\section{The Salpeter equation from an instantaneous Bethe--Salpeter kernel}

\subsection{Premises and conventions}

We use $\hbar=c=1$, the metric $(+,-,-,-)$, Heaviside--Lorentz charges ($e^2=4\pi\alpha$) and the Dirac representation with $\beta=\gamma^0$ and $\boldsymbol\alpha=\gamma^0\boldsymbol\gamma$. Particle 1 is the electron (mass $m_1$, charge $q_1=-e$). Particle 2 is the positive muon (mass $m_2$, charge $q_2=+e$), described by the charge-conjugate muon field, so that both constituents are particles and the amplitude has $4\times4=16$ components. Operators labelled 1 and 2 act on different spinor indices and commute. We write $M=m_1+m_2$ and $\mu=m_1m_2/M$. The constituents are distinguishable and carry different lepton flavour, so there is no exchange kernel and no annihilation kernel. Muon decay is ignored.

The two-particle Green function obeys $G=S_1S_2+S_1S_2KG$, where $K$ is the sum of amputated two-particle-irreducible diagrams. A bound state is a pole of $G$ in the total energy. The term $S_1S_2$ has no such pole, and equating residues gives the homogeneous equation of Salpeter and Bethe (1951). In the rest frame, $P=(E,\mathbf 0)$, with $p_1=\eta_1P+p$, $p_2=\eta_2P-p$ and $\eta_1+\eta_2=1$, it reads
\begin{equation}
\chi(p)=S_1(p_1)\,S_2(p_2)\int\!\frac{d^4k}{(2\pi)^4}\,K(p,k;P)\,\chi(k).
\label{eq:BS}
\end{equation}
Two approximations are made. (A) The propagators are free, $S_i(p_i)=i/(\gamma_i\!\cdot\!p_i-m_i+i0)$. (B) In the rest frame the kernel does not depend on the relative energies $p^0$ and $k^0$:
\begin{equation}
K=-i\,\gamma_1^0\gamma_2^0\,V(\mathbf p,\mathbf k),\qquad V(\mathbf p,\mathbf k)^\dagger=V(\mathbf k,\mathbf p).
\label{eq:K}
\end{equation}
One-photon exchange has $K=(-iq_1\gamma_1^\mu)(-iq_2\gamma_2^\nu)D_{\mu\nu}(q)$ with $q=p-k$. In Coulomb gauge $D_{00}=i/\mathbf q^2$ contains no $q^0$, and this part of $K$ has the form \eqref{eq:K} exactly, with
\begin{equation}
V_C(\mathbf q)=\frac{q_1q_2}{\mathbf q^2}=-\frac{4\pi\alpha}{\mathbf q^2},\qquad V_C(r)=-\frac{\alpha}{r}.
\label{eq:VC}
\end{equation}
For this kernel premise (B) consists in omitting the transverse photon and all irreducible diagrams with two or more photons.

\subsection{Integration over the relative energy}

Define $h_1=\boldsymbol\alpha_1\!\cdot\!\mathbf p+\beta_1m_1$, $h_2=-\boldsymbol\alpha_2\!\cdot\!\mathbf p+\beta_2m_2$ and $\omega_i=\sqrt{\mathbf p^2+m_i^2}$. Since $h_i^2=\omega_i^2$, the operators $\Lambda_i^\pm=\tfrac12(1\pm h_i/\omega_i)$ are Hermitian projectors with $h_i\Lambda_i^\pm=\pm\omega_i\Lambda_i^\pm$ and $\Lambda_i^++\Lambda_i^-=1$. From $\gamma\!\cdot\!p-m=\gamma^0(p^0-h)$ the propagator is $i(p^0-h)^{-1}\gamma^0$, and the replacement $m\to m-i0$, which gives $\omega\to\omega-i0$, fixes the poles:
\begin{equation}
S_i=i\,g_i(p_i^0)\,\gamma_i^0,\qquad g_i(\epsilon)=\frac{\Lambda_i^+}{\epsilon-\omega_i+i0}+\frac{\Lambda_i^-}{\epsilon+\omega_i-i0}.
\label{eq:S}
\end{equation}
Insert \eqref{eq:K} and \eqref{eq:S} into \eqref{eq:BS}. The matrices $\gamma_i^0$ square to one and the phases give $i\cdot i\cdot(-i)=i$. Because $V$ is independent of $k^0$, the amplitude enters the right side only through
\begin{equation}
\phi(\mathbf p)=\int\!\frac{dp^0}{2\pi}\,\chi(p^0,\mathbf p),
\end{equation}
which is the Fourier transform of the amplitude at equal times of the two particles. With $(V\phi)(\mathbf p)=\int d^3k\,(2\pi)^{-3}V(\mathbf p,\mathbf k)\phi(\mathbf k)$,
\begin{equation}
\chi(p^0,\mathbf p)=i\,g_1(\eta_1E+p^0)\,g_2(\eta_2E-p^0)\,(V\phi)(\mathbf p).
\label{eq:chi}
\end{equation}
All dependence on $p^0$ is now explicit. Let $\Lambda_{ab}=\Lambda_1^a\Lambda_2^b$ and integrate \eqref{eq:chi} over $p^0$. Each of the four terms falls as $(p^0)^{-2}$, so the contour may be closed in either half-plane.

For $\Lambda_{++}$ put $a=\eta_1E-\omega_1$ and $b=\eta_2E-\omega_2$. The poles lie at $p^0=-a-i0$ and $p^0=b+i0$. Closing below, clockwise,
\begin{equation}
i\!\int\!\frac{dp^0}{2\pi}\frac{1}{(p^0+a+i0)(b-p^0+i0)}=\frac{i}{2\pi}\,\frac{-2\pi i}{a+b}=\frac{1}{E-\omega_1-\omega_2}.
\end{equation}
For $\Lambda_{--}$ put $a'=\eta_1E+\omega_1$ and $b'=\eta_2E+\omega_2$. The pole at $p^0=-a'+i0$ lies above the axis and the one at $b'-i0$ below. Closing above,
\begin{equation}
i\!\int\!\frac{dp^0}{2\pi}\frac{1}{(p^0+a'-i0)(b'-p^0-i0)}=\frac{i}{2\pi}\,\frac{2\pi i}{a'+b'}=-\frac{1}{E+\omega_1+\omega_2}.
\end{equation}
For $\Lambda_{+-}$ the poles $-a-i0$ and $b'-i0$ both lie below the axis, and closing above gives zero. For $\Lambda_{-+}$ both lie above, with the same result. The constants $\eta_i$ have dropped out, and
\begin{equation}
\phi=\left[\frac{\Lambda_{++}}{E-\omega_1-\omega_2}-\frac{\Lambda_{--}}{E+\omega_1+\omega_2}\right]V\phi .
\label{eq:int}
\end{equation}
The operator $E-h_1-h_2$ equals $E-\omega_1-\omega_2$ on $\Lambda_{++}$ and $E+\omega_1+\omega_2$ on $\Lambda_{--}$. Applying it to \eqref{eq:int}, and applying $\Lambda_{+-}$ and $\Lambda_{-+}$ separately, gives the equation of Salpeter (1952):
\begin{equation}
(E-h_1-h_2)\,\phi=(\Lambda_{++}-\Lambda_{--})\,V\phi,\qquad \Lambda_{+-}\phi=\Lambda_{-+}\phi=0 .
\label{eq:Sal}
\end{equation}
Multiplying out the projectors shows that $\Lambda_{++}-\Lambda_{--}=\tfrac12(h_1/\omega_1+h_2/\omega_2)$. Once $\phi$ and $E$ are known, \eqref{eq:chi} returns the full amplitude. The vanishing of the mixed components has a reading in time order. A negative-energy line runs backwards in time, and two successive instantaneous interactions fix the same time interval on both lines, so both run forwards or both backwards.

\subsection{Structure of the equation}

The constraints follow from the first part of \eqref{eq:Sal} when $|E|>|m_1-m_2|$. Projection gives $(E\mp\omega_1\pm\omega_2)\Lambda_{\pm\mp}\phi=0$, and $|\omega_1-\omega_2|=|m_1^2-m_2^2|/(\omega_1+\omega_2)\le|m_1-m_2|$, so the prefactor never vanishes. Weakly bound states, with $E$ close to $M$, satisfy this condition.

Let $\tau=\Lambda_{++}-\Lambda_{--}$, $\Pi=\tau^2=\Lambda_{++}+\Lambda_{--}$ and $W=\omega_1+\omega_2$. On the constrained space $\tau(h_1+h_2)=W$, and multiplying \eqref{eq:Sal} by $\tau$ yields
\begin{equation}
E\,\tau\phi=\mathcal H\phi,\qquad \mathcal H=W+\Pi V\Pi=\mathcal H^\dagger .
\label{eq:RPA}
\end{equation}
For two solutions, $(E-E'^*)\langle\phi'|\tau|\phi\rangle=0$, so orthogonality holds in the indefinite metric $\langle\phi_{++}'|\phi_{++}\rangle-\langle\phi_{--}'|\phi_{--}\rangle$, where $\phi_{\pm\pm}=\Lambda_{\pm\pm}\phi$. If $\mathcal H$ is positive, $E\langle\phi|\tau|\phi\rangle=\langle\phi|\mathcal H|\phi\rangle>0$ makes $E$ real, with the sign of the norm. For \eqref{eq:VC}, Kato's inequality $1/r\le(\pi/2)|\mathbf p|$ together with $W>2|\mathbf p|$ gives positivity for $\alpha\le4/\pi$. The matrix $\Gamma_i=i\alpha_i^1\alpha_i^2\alpha_i^3\beta_i$ anticommutes with $h_i$ and commutes with $V_C$. Hence $\Gamma_1\Gamma_2$ reverses the signs of $h_1+h_2$ and $\tau$ and maps a solution with energy $E$ onto one with energy $-E$.

\subsection{The no-pair equation}

The two projections of \eqref{eq:Sal}, with $V_{+-}\equiv\Lambda_{++}V\Lambda_{--}$ and so on, are
\begin{align}
(E-W)\,\phi_{++}&=V_{++}\phi_{++}+V_{+-}\phi_{--},\\
(E+W)\,\phi_{--}&=-V_{-+}\phi_{++}-V_{--}\phi_{--}.
\end{align}
Solving the second for $\phi_{--}$ and inserting it into the first gives, still exactly,
\begin{equation}
E\,\phi_{++}=\left[W+V_{++}-V_{+-}\,(E+W+V_{--})^{-1}V_{-+}\right]\phi_{++}.
\label{eq:elim}
\end{equation}
Dropping the last term, which is the same as dropping $\Lambda_{--}$ in \eqref{eq:Sal}, leaves the reduced Salpeter or no-pair equation
\begin{equation}
\left(h_1+h_2+\Lambda_{++}V\Lambda_{++}\right)\phi_{++}=E\,\phi_{++},
\label{eq:np}
\end{equation}
an ordinary Hermitian eigenvalue problem with positive norm.

The dropped term can be evaluated to leading order for $nS$ states and $V=V_C$. Positive-energy spinors are the columns of the $4\times2$ matrix
\begin{equation}
U(\mathbf p)=N_p\begin{pmatrix}1\\ \boldsymbol\sigma\!\cdot\!\mathbf p/(\omega_p+m)\end{pmatrix},\qquad N_p=\sqrt{\frac{\omega_p+m}{2\omega_p}},
\label{eq:U}
\end{equation}
with $U^\dagger U=1$ and $UU^\dagger=\Lambda^+$. The state $\phi_{++}$ is concentrated at $|\mathbf k|\sim\mu\alpha$. The integral below is dominated by much larger $|\mathbf p|$, where $(V\phi)(\mathbf p)\simeq-4\pi\alpha\,\psi(0)\,U_1(0)U_2(0)\xi/\mathbf p^2$. Here $\xi$ is the spin state and $|\psi(0)|^2=(\mu\alpha)^3/\pi n^3$ is the Schr\"odinger density at the origin. Using $U^\dagger(0)\Lambda^\pm(\mathbf p)U(0)=(\omega\pm m)/2\omega$, setting $E\simeq M$ and neglecting $V_{--}$,
\begin{equation}
\delta E_{--}=-|\psi(0)|^2\!\int\!\frac{d^3p}{(2\pi)^3}\frac{(4\pi\alpha)^2}{\mathbf p^4}\frac{(\omega_1-m_1)(\omega_2-m_2)}{4\omega_1\omega_2\,(M+W)}=-\frac{2J\alpha^2|\psi(0)|^2}{m_2^2},
\label{eq:pair}
\end{equation}
\begin{equation}
J=m_2^2\int_0^\infty\!\frac{p^2\,dp}{\omega_1\omega_2(\omega_1+m_1)(\omega_2+m_2)(M+W)},
\label{eq:J}
\end{equation}
where $\omega-m=p^2/(\omega+m)$ was used. For $m_1/m_2\to0$ the substitutions $p=m_2\sinh t$ and $u=e^{-t}$ give $J=\int_0^1 2u(1+u)^{-3}du=1/4$. The term is of order $\alpha^5\mu^3/m_2^2$ and comes from $p\sim m_2$.

\subsection{Two-component form and the spinless equation}

Write $\phi_{++}(\mathbf p)=U_1(\mathbf p)U_2(-\mathbf p)\psi(\mathbf p)$, where $\psi$ has four components, one for each pair of spin projections. Multiplying \eqref{eq:np} by $U_1^\dagger U_2^\dagger$ gives for $V=V_C$ the equivalent equation
\begin{equation}
(E-\omega_1-\omega_2)\,\psi(\mathbf p)=\int\!\frac{d^3k}{(2\pi)^3}\,V_C(\mathbf p-\mathbf k)\,O_1O_2\,\psi(\mathbf k),
\label{eq:2c}
\end{equation}
\begin{equation}
O_i=N_{i,p}N_{i,k}\left[1+\frac{\mathbf p\!\cdot\!\mathbf k+i\boldsymbol\sigma_i\!\cdot\!(\mathbf p\times\mathbf k)}{(\omega_{i,p}+m_i)(\omega_{i,k}+m_i)}\right].
\end{equation}
The overlap $O_i=U_i^\dagger U_i$ between the two momenta follows from $(\boldsymbol\sigma\!\cdot\!\mathbf p)(\boldsymbol\sigma\!\cdot\!\mathbf k)=\mathbf p\!\cdot\!\mathbf k+i\boldsymbol\sigma\!\cdot\!(\mathbf p\times\mathbf k)$, and it is unchanged when both momenta are reversed. Replacing both overlaps by their value at $\mathbf p=\mathbf k$, which is unity, yields the spinless Salpeter equation
\begin{equation}
\left[\sqrt{\mathbf p^2+m_1^2}+\sqrt{\mathbf p^2+m_2^2}+V(r)\right]\psi=E\,\psi .
\label{eq:ss}
\end{equation}
This step removes more than the Pauli matrices. With $N_p\simeq1-\mathbf p^2/8m^2$,
\begin{equation}
O_i=1-\frac{\mathbf q^2}{8m_i^2}+\frac{i\boldsymbol\sigma_i\!\cdot\!(\mathbf q\times\mathbf k)}{4m_i^2}+O(p^4/m_i^4).
\end{equation}
The product $V_C\cdot(-\mathbf q^2/8m_i^2)=\pi\alpha/2m_i^2$ is constant and transforms to a contact term. The factor $i\mathbf qV_C$ transforms to $\nabla V_C=\alpha\mathbf r/r^3$. With $\mathbf s_i=\boldsymbol\sigma_i/2$ and $\mathbf L=\mathbf r\times\mathbf p$, equation \eqref{eq:2c} becomes through order $\alpha^4$
\begin{equation}
H=M+\frac{\mathbf p^2}{2\mu}-\frac{\alpha}{r}+\sum_{i=1}^2\left[-\frac{\mathbf p^4}{8m_i^3}+\frac{\pi\alpha}{2m_i^2}\,\delta^3(\mathbf r)+\frac{\alpha}{2m_i^2r^3}\,\mathbf L\!\cdot\!\mathbf s_i\right].
\label{eq:H4}
\end{equation}
Equation \eqref{eq:ss} keeps the first term of the bracket and loses the spin-independent Darwin term together with the spin--orbit term. All three are of order $\mu\alpha^4$.

Let $x=\mu/M$. From $1/m_1+1/m_2=1/\mu$ and $m_1m_2=\mu M$ one has $\sum m_i^{-2}=(1-2x)/\mu^2$ and $\sum m_i^{-3}=(1-3x)/\mu^3$. For $nS$ states the Schr\"odinger equation gives $\langle\mathbf p^4\rangle=4\mu^2\langle(E_n+\alpha/r)^2\rangle$ with $E_n=-\mu\alpha^2/2n^2$. With $\langle r^{-1}\rangle=\mu\alpha/n^2$ and $\langle r^{-2}\rangle=2(\mu\alpha)^2/n^3$ this equals $(\mu\alpha)^4(8/n^3-3/n^4)$. Therefore
\begin{equation}
E_{\rm kin}=-\mu\alpha^4(1-3x)\left(\frac1{n^3}-\frac{3}{8n^4}\right),\qquad E_{\rm D}=\mu\alpha^4\,\frac{1-2x}{2n^3}.
\label{eq:kinD}
\end{equation}

\subsection{Size of the omitted kernels}

\emph{Transverse photon.} Here $D_{ij}=i\delta^T_{ij}/(q_0^2-\mathbf q^2+i0)$ with $\delta^T_{ij}=\delta_{ij}-q_iq_j/\mathbf q^2$. Between positive-energy bound states $q_0\sim\mu\alpha^2$ and $|\mathbf q|\sim\mu\alpha$, so $q_0=0$ is a first approximation. Since $\gamma^i=\gamma^0\alpha^i$, it gives $V_T=+4\pi\alpha\,\alpha_1^i\alpha_2^j\,\delta^T_{ij}/\mathbf q^2$. To lowest order $U_1^\dagger\boldsymbol\alpha_1U_1=(\mathbf p+\mathbf k+i\boldsymbol\sigma_1\times\mathbf q)/2m_1$, and particle 2 has the same form with all momenta reversed. The transverse part of $\mathbf p+\mathbf k$ is twice that of $\mathbf k$. The transform of $4\pi\delta^T_{ij}/\mathbf q^2$ is isotropic, scales as $1/r$, has trace $2/r$ and has no divergence, and these properties fix it as $(\delta_{ij}+\hat r_i\hat r_j)/2r$. The convection--convection term is thus $-(\alpha/2m_1m_2r)(\delta_{ij}+\hat r_i\hat r_j)p_ip_j$. On a normalised radial function $R$ of an $S$ state, in units $\mu\alpha=1$, $(\delta_{ij}+\hat r_i\hat r_j)p_ip_jR=-2\nabla^2R+2R'/r$ with $\nabla^2R=(n^{-2}-2/r)R$. The mean of this expression divided by $r$ is $-2/n^4+8/n^3-R(0)^2=4/n^3-2/n^4$, because $2\int_0^\infty RR'dr=-R(0)^2=-4/n^3$. The spin--spin term is $(\pi\alpha/m_1m_2)(\boldsymbol\sigma_1\times\hat{\mathbf q})\!\cdot\!(\boldsymbol\sigma_2\times\hat{\mathbf q})$, whose angular average is $(2\pi\alpha/3m_1m_2)\,\boldsymbol\sigma_1\!\cdot\!\boldsymbol\sigma_2$, with $\boldsymbol\sigma_1\!\cdot\!\boldsymbol\sigma_2=1$ in the triplet and $-3$ in the singlet. The mixed terms contain $\mathbf L$ and vanish in $S$ states. Hence
\begin{equation}
E_{\rm orb}=-x\mu\alpha^4\left(\frac2{n^3}-\frac1{n^4}\right),\qquad \Delta E_{\rm hfs}=\frac{8x\mu\alpha^4}{3n^3},
\label{eq:T}
\end{equation}
where the splitting puts the triplet above the singlet, refers to $g=2$ for both particles, and leaves the spin-weighted centroid unshifted. The centroid shift at order $\alpha^4$ is
\begin{equation}
E_{\rm kin}+E_{\rm D}+E_{\rm orb}=\mu\alpha^4\left(\frac{3-x}{8n^4}-\frac1{2n^3}\right).
\end{equation}
The static $V_T$ may be used only between positive-energy states. In \eqref{eq:elim} it couples $\phi_{++}$ to $\phi_{--}$ with no factor $p/m$, as $(\alpha/2r)(\boldsymbol\sigma_1\!\cdot\!\boldsymbol\sigma_2+\sigma_{1r}\sigma_{2r})$. The square of the bracket has the eigenvalues $16,4,4,0$ and spin average 6, so the $1S$ centroid would move by $-6(\alpha^2/4)\langle r^{-2}\rangle/2M=-\tfrac32x\mu\alpha^4$. This term is an artefact. With retarded propagators the $p^0$ integral is governed by the photon poles, and the static factor $|\mathbf p|^{-4}/2M$ is replaced by one of order $|\mathbf p|^{-3}/m_1m_2$, smaller by $|\mathbf p|/\mu\sim\alpha$.

\emph{Crossed Coulomb exchange.} For $m_2\to\infty$, $\Lambda_2^\pm\to\tfrac12(1\pm\beta_2)$ commutes with $V_C$ and $\phi_{--}$ decouples. Then \eqref{eq:Sal} reduces to $\Lambda_1^+(h_1+V_C)\Lambda_1^+$, the projected operator of Brown and Ravenhall (1951), and the Dirac--Coulomb operator $h_1+V_C$ is not recovered. The missing piece lies in the crossed two-photon kernel. For external particles at rest both intermediate lines carry the loop momentum with the same sign, the propagators are $g_1(m_1+p^0)\,g_2(m_2+p^0)$, and the mixed projections now have poles on opposite sides:
\begin{equation}
i\!\int\!\frac{dp^0}{2\pi}\frac{1}{(p^0+m_1+\omega_1-i0)(p^0+m_2-\omega_2+i0)}=\frac{1}{m_1+\omega_1+\omega_2-m_2}.
\end{equation}
For $m_2\to\infty$, writing $m=m_1$, $\omega=\omega_1$ and $p=m\sinh t$,
\begin{equation}
\delta E_\times=8\alpha^2|\psi(0)|^2\!\int_0^\infty\!\frac{dp}{p^2}\,\frac{\omega-m}{2\omega(\omega+m)}=\frac{4\alpha^2|\psi(0)|^2}{m^2}\!\int_0^\infty\!\frac{dt}{(1+\cosh t)^2}=\frac{4\alpha^2|\psi(0)|^2}{3m^2},
\label{eq:cross}
\end{equation}
where $8=(4\pi)^3/(2\pi)^3$. The same method gives the $\alpha^5$ terms contained in \eqref{eq:np} and \eqref{eq:ss}. For positive-energy intermediate states at $p\sim m$, the second-order factor that multiplies $8\alpha^2|\psi(0)|^2dp/p^2$ is, for the no-pair equation,
\begin{equation}
-\frac{\omega+m}{2\omega(\omega-m)}=-\frac{2m}{p^2}-\frac{\omega-m}{2\omega(\omega+m)} .
\end{equation}
The first term is the Schr\"odinger iteration already summed in $\psi$. The second integrates to $-\delta E_\times$. The no-pair energy thus has the term $-\tfrac43\alpha^2|\psi(0)|^2/m^2$, which the crossed kernel cancels, as required by the Dirac--Coulomb spectrum, which contains only even powers of $\alpha$. For the spinless equation the factor is $-1/(\omega-m)=-2m/p^2-1/2m+p^2/2m(\omega+m)^2$. The second term is the large-$p$ tail of $E_{\rm kin}$, and the third integrates to $+\tfrac83\alpha^2|\psi(0)|^2/m^2$, since $\int_0^\infty\cosh t\,(1+\cosh t)^{-2}dt=2/3$.

\subsection{Range of validity}

Equation \eqref{eq:Sal} is an exact consequence of \eqref{eq:BS} under premises (A) and (B), at any coupling for which solutions exist, in the rest frame only. As a description of a weakly bound Coulomb system it has the following limits. With $V_C$ alone, \eqref{eq:Sal} and \eqref{eq:np} are complete at order $\mu\alpha^2$ for any masses, and at order $\mu\alpha^4$ only up to the recoil terms of order $x\mu\alpha^4$ from the transverse photon, which include the whole hyperfine structure. Adding $\Lambda_{++}V_T\Lambda_{++}$ in first order completes order $\alpha^4$. At order $\alpha^5$ both equations are incomplete. They lack the crossed kernel \eqref{eq:cross}, the retardation of the transverse photon, whose scale is $\alpha^5\mu^3/\pi m_1m_2n^3$ times logarithms of $\alpha$ and numerical factors, and the radiative corrections excluded by (A), whose leading logarithm for $nS$ states is $\tfrac43\ln(\alpha^{-2})\,\alpha^2|\psi(0)|^2/m_1^2$. For $m_2\gg m_1$ the pair term \eqref{eq:pair} is smaller than \eqref{eq:cross} by a factor of order $(m_1/m_2)^2$, so retaining $\Lambda_{--}$ adds nothing at the accuracy of premise (B). The spinless equation \eqref{eq:ss} describes spin-$\tfrac12$ constituents completely only at order $\mu\alpha^2$.

\subsection{Numerical illustration: the $1S$ and $2S$ levels of muonium}

Take as input the approximate mass ratio $m_2/m_1=206.768$, together with the electron mass and $\alpha$. Then $\mu/m_1=0.995187$ and $x=4.790\times10^{-3}$. The Schr\"odinger binding energy of $1S$ is $\mu\alpha^2/2=13.54$ eV, and the $1S$--$2S$ interval at that order is $\tfrac38\mu\alpha^2=2\,455\,506$ GHz, energies being quoted as $E/h$. The two scales of the corrections are $\mu\alpha^4=348.7$ GHz and $\alpha^5\mu^3/\pi m_1^2=0.802$ GHz. The table lists centroid shifts in GHz from \eqref{eq:kinD} and \eqref{eq:T}, and the $\alpha^5$ terms to leading order in $m_1/m_2$.

\begin{center}
\begin{tabular}{lrrr}
\hline
 & $1S$ & $2S$ & $2S-1S$\\
\hline
$E_{\rm kin}$ (spinless equation, $\alpha^4$) & $-214.8$ & $-34.9$ & $179.9$\\
$E_{\rm D}$ & $172.7$ & $21.6$ & $-151.1$\\
$E_{\rm kin}+E_{\rm D}$ (no-pair, $V_C$, $\alpha^4$) & $-42.1$ & $-13.3$ & $28.8$\\
$E_{\rm orb}$ & $-1.67$ & $-0.31$ & $1.36$\\
complete order $\alpha^4$ & $-43.8$ & $-13.6$ & $30.2$\\
$\alpha^5$ term of the spinless equation & $2.1$ & $0.27$ & $-1.9$\\
$\alpha^5$ term of the no-pair equation & $-1.1$ & $-0.13$ & $0.9$\\
\hline
\end{tabular}
\end{center}

The Darwin term cancels most of the kinetic correction, so the spinless equation gives $179.9$ GHz for a correction to the interval whose complete $\alpha^4$ value is $30.2$ GHz, while the no-pair Coulomb equation gives $28.8$ GHz and lacks only $E_{\rm orb}$. Numerical integration of \eqref{eq:J} at this mass ratio gives $J=0.243$, and \eqref{eq:pair} then places the $1S$ level of the full Salpeter equation about $9$ kHz below the no-pair level. One figure is kept because the next correction is of relative order $\alpha\ln(m_2/m_1)$. The terms outside the instantaneous Coulomb kernel are much larger for $1S$: the crossed kernel gives $+1.1$ GHz, the hyperfine splitting from \eqref{eq:T} is $4.45$ GHz, the retardation scale is $3.9$ MHz, and the leading radiative logarithm is about $11$ GHz before its non-logarithmic terms are included. Inserting the static $V_T$ into the full equation \eqref{eq:Sal} would add the spurious shift $-\tfrac32x\mu\alpha^4=-2.5$ GHz, larger in magnitude than $E_{\rm orb}$ itself.